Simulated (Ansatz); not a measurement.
BH2F (SMILES [H]B([H])F): methods side by side

BH2F: 4 atoms, total charge 0, spin state singlet. SMILES: `[H]B([H])F`. Geometry: relaxed at GFN2-xTB.

Each level gives the electronic atomisation energy (eV). The values are calculated. Electronic energies at fixed atoms, without zero-point motion or spin-orbit coupling.

```csv
level,kind,program,value (eV),less FCI/STO-3G
HF/STO-3G,Hartree–Fock,Ansatz,14.54,-1.15
PBE/STO-3G,GGA,Ansatz,18.88,+3.19
r2SCAN/STO-3G,meta-GGA,Ansatz,18.49,+2.80
B3LYP/STO-3G,global hybrid,Ansatz,18.41,+2.72
wB97X/STO-3G,range-separated hybrid,Ansatz,18.18,+2.49
B2PLYP/STO-3G,double hybrid,Ansatz,17.43,+1.74
RPA@PBE/STO-3G,RPA,Ansatz,15.12,-0.57
MP2/STO-3G,perturbation theory,Ansatz,15.70,+0.01
CCSDTQ/STO-3G,coupled cluster or CI,Ansatz,15.69,0.00
FCI/STO-3G,exact in the basis,Ansatz,15.69,0.00
```

FCI/STO-3G is exact within its basis and frozen core, so for wave-function methods in that basis the difference is their error; functionals converge differently with the basis, so for them it is only a difference. The values span 14.54 to 18.88 eV. All rows use very small basis sets, so none should be taken for the real molecule's value.

Hartree–Fock underbinds BH2F by 1.15 eV relative to FCI because pairing electrons in the B–H and B–F bonds brings correlation that the separated atoms largely lack. In this minimal basis a fluorine atom has a single hole in its valence shell and hence no valence correlation at all, while the molecule can still excite from bonding into antibonding orbitals. CCSDTQ recovers this contribution to the printed precision. MP2 comes within 0.01 eV, which probably reflects cancellation between molecular errors and those for the boron atom, with its near-degenerate 2s and 2p shells, rather than converged perturbation theory.

All the density functionals from PBE to B2PLYP lie above FCI. Their semilocal correlation is evaluated from the density and doesn't need virtual orbitals, so the small basis restricts it far less. RPA, which does need them, falls below FCI instead. The total atomisation energy doesn't separate the B–F bond from the B–H bonds, so it gives no measure of fluorine-to-boron π donation.
